Dear colleague,

The amplitude equations of coupled cluster doubles (CCD) have many solutions, and the number our program prints for your four-site ring is one of them. Here I derive how many there can be, how many descend from states of configuration interaction doubles (CID), and where they turn complex.

**Premises and notation**

The orbital basis is finite and orthonormal. The Hamiltonian $H$ is real symmetric and holds only one- and two-electron operators, so it changes at most two orbitals of a determinant. The reference $|\Phi_0\rangle$ is one determinant with energy $E_0=\langle\Phi_0|H|\Phi_0\rangle$. The operators $\tau_\mu$, $\mu=1,\dots,K$, create orthonormal double excitations $|\mu\rangle=\tau_\mu|\Phi_0\rangle$. They commute, because each is an even product of creators of virtual and annihilators of occupied orbitals. I write $T_2=\sum_\mu x_\mu\tau_\mu$ and keep the letter $t$ for the hopping. The amplitudes $x_\mu$ may be complex. They enter only the ket, so nothing is conjugated.

**1. A family of quadratic equations**

Take $|\Psi_s\rangle=(1+T_2+\tfrac{s}{2}T_2^2)|\Phi_0\rangle$ with a complex parameter $s$, and require $(H-E)|\Psi_s\rangle$ to have no component on $\Phi_0$ or on any double.

The projection on $\Phi_0$ fixes the energy. $T_2^2|\Phi_0\rangle$ consists of quadruples, which $H$ cannot connect to $\Phi_0$, so

$$E=E_0+E_c,\qquad E_c=\sum_\nu v_\nu x_\nu\equiv v\cdot x,\qquad v_\nu=\langle\Phi_0|H|\nu\rangle .$$

In the projection on $\langle\mu|$ the overlaps are $\langle\mu|\Phi_0\rangle=0$, $\langle\mu|T_2|\Phi_0\rangle=x_\mu$ and $\langle\mu|T_2^2|\Phi_0\rangle=0$. The last one matters, because it removes the cubic term that $E$ times $T_2^2$ would give. With $A_{\mu\nu}=\langle\mu|H-E_0|\nu\rangle$ and $B_{\mu\nu\lambda}=\langle\mu|H\tau_\nu\tau_\lambda|\Phi_0\rangle$,

$$F_\mu(x,s)=v_\mu+\sum_\nu A_{\mu\nu}x_\nu-x_\mu\,(v\cdot x)+\frac{s}{2}\sum_{\nu\lambda}B_{\mu\nu\lambda}x_\nu x_\lambda=0 .$$

These are $K$ equations of degree at most two in $K$ unknowns, for every $s$.

**2. The two ends**

At $s=0$ the two projections read $v\cdot x=E_c$ and $v+Ax=E_cx$. Together they say that $(1,x)$ is an eigenvector of the CID matrix $\mathsf{M}=\begin{pmatrix}0&v^{T}\\ v&A\end{pmatrix}$ with eigenvalue $E_c$. This is CID in intermediate normalisation.

At $s=1$ we may replace $\Psi_1$ by $e^{T_2}\Phi_0$, since $T_2^3$ makes sixfold excitations that $H$ cannot connect to a double. Acting to the left, $T_2$ lowers the excitation level of a bra by two, so $\langle\mu|e^{-T_2}=\langle\mu|-x_\mu\langle\Phi_0|$. Therefore

$$\langle\mu|e^{-T_2}(H-E)e^{T_2}|\Phi_0\rangle=F_\mu(x,1)-x_\mu\langle\Phi_0|(H-E)e^{T_2}|\Phi_0\rangle=F_\mu(x,1),$$

by the definition of $E$. On the left the term in $E$ is $E\langle\mu|\Phi_0\rangle=0$. Hence $F_\mu(x,1)=\langle\mu|e^{-T_2}He^{T_2}|\Phi_0\rangle$, the usual CCD residual. Varying $s$ carries CID into CCD. Kowalski and Jankowski (1998) used homotopy continuation to obtain complete solution sets of CCD equations.

**3. At most $2^K$ isolated roots**

Multiply the constant terms by $x_0^2$ and the linear terms by $x_0$. Each $F_\mu$ becomes a quadric in complex projective space of dimension $K$, where $x_0=0$ is infinity. I use two standard facts about such systems. Generic sets of $K$ quadrics all meet in the same number of points, equal to the count for any member whose intersections are all simple. An isolated root of multiplicity $m$ survives a small generic change of the coefficients as $m$ nearby roots. The member $x_\mu^2=x_0^2$ has $2^K$ simple roots, $x_\mu=\pm x_0$. If our system had isolated roots of total multiplicity above $2^K$, a generic neighbour would have more than $2^K$ roots. This gives Bézout's bound: for each $s$ the isolated roots number at most $2^K$, multiplicities included. The bound need not be reached, since roots may lie at infinity or on continuous sets.

**4. The Jacobian at the CID end**

By step 2, the roots at $s=0$ are the eigenvectors of $\mathsf{M}$ whose reference component is nonzero. An eigenvector orthogonal to $\Phi_0$ cannot be scaled to $(1,x)$ and lies at infinity. The Jacobian $J_{\mu\nu}=\partial F_\mu/\partial x_\nu$ at $s=0$ is $J=A-xv^T-(v\cdot x)\mathbb{1}$. With $\mathsf{S}=\begin{pmatrix}1&0\\ x&\mathbb{1}\end{pmatrix}$, whose inverse has $-x$ in place of $x$,

$$\mathsf{S}^{-1}\mathsf{M}\mathsf{S}=\begin{pmatrix}v\cdot x&v^T\\ F(x,0)&A-xv^T\end{pmatrix}.$$

At the root with eigenvalue $E_k$ the lower left block vanishes. The matrix is block triangular, so $A-xv^T$ carries the other $K$ eigenvalues $E_j$ of $\mathsf{M}$, and $J$ has eigenvalues $E_j-E_k$, $j\neq k$. Thus $J$ is invertible exactly when $E_k$ is nondegenerate.

**5. Paths, and how many stay finite**

Let $(x^*,s^*)$ be a finite root with $\det J\neq0$. The implicit function theorem gives a neighbourhood of $x^*$ holding exactly one root for each $s$ near $s^*$. That root is analytic in $s$ and obeys

$$J\,\frac{dx}{ds}=-b(x),\qquad b_\mu=\tfrac12\sum_{\nu\lambda}B_{\mu\nu\lambda}x_\nu x_\lambda .$$

Assume now that every CID eigenvalue with a reference component is nondegenerate, and let $n_0\le K+1$ be their number. A path of isolated roots is a branch of an algebraic curve, so as $s\to0$ it either has a finite limit or diverges. A finite limit solves $F(x,0)=0$ by continuity, and so is one of the $n_0$ CID roots. By step 4 each of these has an invertible $J$ and receives exactly one path. Exactly $n_0$ paths, at most $K+1$, stay finite.

All other paths, at most $2^K-n_0$, diverge. Divide $F_\mu$ by $|x|^2$, with $|x|$ the Euclidean norm, and let $u=x/|x|$. As $s\to0$ only $-u_\mu(v\cdot u)$ survives, so $v\cdot u\to0$. These paths escape in directions that do not couple to the reference, $E_c/|x|\to0$, and the energy may stay finite while the amplitudes do not.

**6. Branching**

Uniqueness in step 5 forbids two paths to meet at a finite root with $\det J\ne0$. Finite paths therefore merge or split only where $J$ is singular. Suppose $J$ has rank $K-1$ there, with $Jr=0$ and $\ell^TJ=0$. Put $x=x^*+\delta$ and $s=s^*+\sigma$. With $F''$ the second derivative at $s^*$, the expansion is $J\delta+\tfrac12F''(\delta,\delta)+\sigma b(x^*)+O(\sigma\delta)=0$. The term $J\delta$ must be of second order, so $\delta=ar+O(a^2,\sigma)$, and projection on $\ell$ leaves

$$a^2=-\frac{2\,\ell\cdot b}{\ell\cdot F''(r,r)}\,(s-s^*)+\dots$$

If both scalars are nonzero this is a square-root branch point. At a real root and real $s^*$, two real roots on one side become a complex conjugate pair on the other, and a circuit around $s^*$ in the complex plane exchanges them. If $\ell\cdot b=0$ the two paths may simply cross, so a singular $J$ is necessary for branching but not sufficient. A path may also escape at some $s\neq0$, but only where the quadratic parts of all $F_\mu$ share a nonzero solution.

**Range of validity**

Steps 1 and 2 need a two-body $H$, a determinant as reference and a pure doubles operator. With singles the equations reach degree four and the count changes. Step 3 counts isolated complex roots, of which few may be real. Step 5 needs nondegenerate CID eigenvalues. An $m$-fold eigenvalue with a reference component gives an $(m-1)$-dimensional plane of roots with singular $J$, and the argument no longer limits the paths landing there. $K$ is the size of the amplitude space actually used: restricting $T_2$ to a subspace closed under the equations counts only the roots inside it. Values $0<s<1$ are a counting device, and such a $\Psi_s$ is neither variational nor size extensive in general. Nothing here says that a root is accurate.

**The four-site ring**

Take $H=-t\sum_{j\sigma}(c^\dagger_{j+1,\sigma}c_{j\sigma}+\text{h.c.})+U\sum_jn_{j\uparrow}n_{j\downarrow}$ with two electrons of each spin. With periodic closure the half-filled shell is degenerate. I close the ring antiperiodically, $c_5=-c_1$, as a flux $h/2e$ through it would do with Zeeman coupling left out, so that the reference is a closed shell. The orbitals have $k_m=\pi/4+m\pi/2$ and energy $-2t\cos k_m$, which is $-\sqrt2t$ for $m=0,3$ and $+\sqrt2t$ for $m=1,2$. The interaction is $\tfrac U4\sum_q\rho_{q\uparrow}\rho_{-q\downarrow}$ with $\rho_q=\sum_mc^\dagger_{m+q}c_m$, indices modulo 4. The $q=0$ term is the constant $U$, and $V$ denotes the rest.

For one spin write $|mn\rangle=c_m^\dagger c_n^\dagger|\text{vac}\rangle$, and set $O=|03\rangle$, $Q=|12\rangle$, $P=|13\rangle$, $M=|02\rangle$, $g,d=(O\pm Q)/\sqrt2$ and $u,w=(|23\rangle\pm|01\rangle)/\sqrt2$. Moving one fermion at a time and reordering gives $\rho_1g=\sqrt2P$, $\rho_1P=\sqrt2w$, $\rho_1w=-\sqrt2M$, $\rho_1M=\sqrt2g$, $\rho_2d=2u$, $\rho_2u=2d$. All other actions of $\rho_1$ and $\rho_2$ vanish, and $\rho_{-1}=\rho_1^T$. In a product $|\alpha\beta\rangle$ the first letter is spin up. With $\mathcal B=(PM+MP)/\sqrt2$,

$$V\,dd=U\,uu,\quad V\,uu=U\,dd,\quad V\,gg=-V\,ww=\tfrac{U}{\sqrt2}\mathcal B,\quad V\mathcal B=\tfrac{U}{\sqrt2}(gg-ww),\quad V\,gd=V\,dg=0 .$$

The reference is $\Phi_0=OO$ with $E_0=U-4\sqrt2t$. No single or triple excitation conserves momentum. Every double lies $\Delta=4\sqrt2t$ higher in kinetic energy, and the one quadruple $QQ$ lies $2\Delta$ higher. Let $\mathcal A=(OQ+QO)/\sqrt2$, so that $gg,dd=(OO+QQ\pm\sqrt2\mathcal A)/2$, and define $D_1=(\sqrt2\,uu+\mathcal B)/\sqrt3$ and $D_2=(\mathcal A+\sqrt2\,ww)/\sqrt3$. Substitution gives

$$V\,OO=V\,QQ=\beta D_1,\quad VD_1=\beta(OO+QQ)-\gamma D_2,\quad VD_2=-\gamma D_1,\quad \beta=\tfrac{\sqrt6}{4}U,\ \gamma=\tfrac U2 .$$

The four states $OO,D_1,D_2,QQ$ close under $H$, so $K=2$ is a closed amplitude space.

For $T_2^2$, let $e_\alpha$ be the one-spin excitation with $e_\alpha O=\alpha$. Then $e_P=c_1^\dagger c_0$, $e_M=c_2^\dagger c_3$, $e_Q=e_Pe_M$ and $e_{u,w}=(c_2^\dagger c_0\pm c_1^\dagger c_3)/\sqrt2$. These give $e_u^2=-e_Q$, $e_w^2=e_Q$ and $e_ue_w=0$, while products of $e_{u,w}$ with $e_{P,M}$, and of $e_Q$ with any of them, vanish. The operators for $uu$, $ww$, $\mathcal A$ and $\mathcal B$ therefore each square to $e_{Q\uparrow}e_{Q\downarrow}$ with no cross terms, and $\tfrac12T_2^2\Phi_0=\tfrac12(x_1^2+x_2^2)\,QQ$. With $E_c=\beta x_1$,

$$F_1=\beta+\Delta x_1-\gamma x_2-\beta x_1^2+\tfrac s2\beta(x_1^2+x_2^2),\qquad F_2=-\gamma x_1+\Delta x_2-\beta x_1x_2 .$$

Let $y=\Delta-E_c$. A finite root has $y\neq0$, since at $y=0$ one finds $F_2=-\gamma\Delta/\beta$. So $x_2=\gamma x_1/y$, and $\beta y^2F_1$ becomes the quartic

$$\mathcal P=y\,[\,y(\beta^2+E_cy)-\gamma^2E_c\,]+\tfrac s2E_c^2(y^2+\gamma^2).$$

Its leading coefficient is $-(1-s/2)$, and $\mathcal P=\tfrac s2\Delta^2\gamma^2$ at $y=0$. For $s\ne0,2$ there are four finite roots, and the bound $2^2=4$ is reached. At $s=0$ the bracket gives the $K+1=3$ CID roots and the factor $y$ marks the lost path. Near $y=0$ the balance $-y\gamma^2\Delta+\tfrac s2\Delta^2\gamma^2=0$ gives $y\simeq s\Delta/2$ and $x_2\simeq2\gamma/(\beta s)$. The amplitude diverges along $D_2$, which does not couple to $\Phi_0$, while $E_c\to\Delta$. Along $F_2=0$ one has $dF_1/dx_1=\det J/y$, so at a root $\partial\mathcal P/\partial E_c=y\det J$. A singular Jacobian means a double root of the quartic.

Choose $U=4t$ and quote energies in units of $t$. Then $\Delta=5.6569$, $\beta=2.4495$, $\gamma=2$ and $E_0=-1.6569$. With $E_c=\sqrt2z$, $\mathcal P=0$ reads

$$(z-3)(z-4)(z^2-5z-4)=\tfrac s2z^2(z^2-8z+18).$$

At $s=0$ the CID roots are $E_c=3\sqrt2$ and $(5\sqrt2\pm\sqrt{82})/2$. At $s=1$ the equation is $z^4-16z^3+68z^2-64z-96=0$.

| path | $E_c$ at $s\to0$ | $E_c$ at $s=1$ |
|---|---|---|
| 1 | $-0.9922$ | $-1.0800$ |
| 2 | $4.243$ | $4.879\pm1.298i$ |
| 3 | $5.657$, with $x_2\simeq1.633/s$ | $4.879\mp1.298i$ |
| 4 | $8.063$ | $13.950$ |

At the start of path 1 the Jacobian has eigenvalues $5.235$ and $9.055$, the CID gaps of step 4. Along it $(x_1,x_2)$ moves from $(-0.405,-0.122)$ to $(-0.441,-0.131)$.

To find the branch points, solve the quartic for $s(z)$. Double roots are its stationary points, and

$$\frac{ds}{dz}=\frac{4\,(2z^5-25z^4+112z^3-160z^2-288z+864)}{z^3(z^2-8z+18)^2}.$$

The quintic has three real zeros, $z=-1.76$, $3.46$ and $4.76$, where $s=3.97$, $0.1689$ and $-0.24$. A complex double root at real $s$ would bring its conjugate and use all four roots. That is excluded for $0<s\le1$, because $s(z)$ rises from zero towards 2 or beyond on both sides of the CID roots and two real roots persist. The only branch point on the way is $s^*=0.1689$, at $E_c=4.895$. There the second CID state meets the path from infinity and both turn complex. Which member of the pair descends from the CID state depends on the side on which $s^*$ is passed, which is why the table leaves the signs open. Paths 1 and 4 stay real and regular.

The exact levels of this sector follow from the four-state matrix. With $\lambda=E_c-\Delta$, eliminating the three states coupled to $D_1$ gives $\lambda=\beta^2/(\lambda+\Delta)+\gamma^2/\lambda+\beta^2/(\lambda-\Delta)$, that is $\lambda^4-48\lambda^2+128=0$. So $E_c=-1.0637$, $3.973$, $7.340$ and $12.377$. The lowest, at total energy $-2.7206$, is also the lowest level among all 36 determinants. For it the CID error is $+0.0716$ and the CCD error is $-0.0163$. CCD lies closer here, but below the exact energy. Path 1 passes the exact value at $s=0.837$, which means that the exact coefficient of $QQ$ is that fraction of $\tfrac12(x_1^2+x_2^2)$.

All momentum-conserving doubles number $K=8$, for which the bounds are $256$ roots and $9$ finite paths. The six further doubles do not couple to $\Phi_0$. Four of them, $uw$, $wu$, $PM-MP$ and $OQ-QO$, are annihilated by $V$ and sit at $E_c=5.657$. The remaining two, $(uu-\sqrt2\mathcal B)/\sqrt3$ and $(\sqrt2\mathcal A-ww)/\sqrt3$, mix with matrix element $-U$ and give $\Delta\pm U=9.657$ and $1.657$. None of these equals a CID root with a reference component, so step 5 applies with $n_0=3$. In the larger space, too, only three paths stay finite as $s\to0$.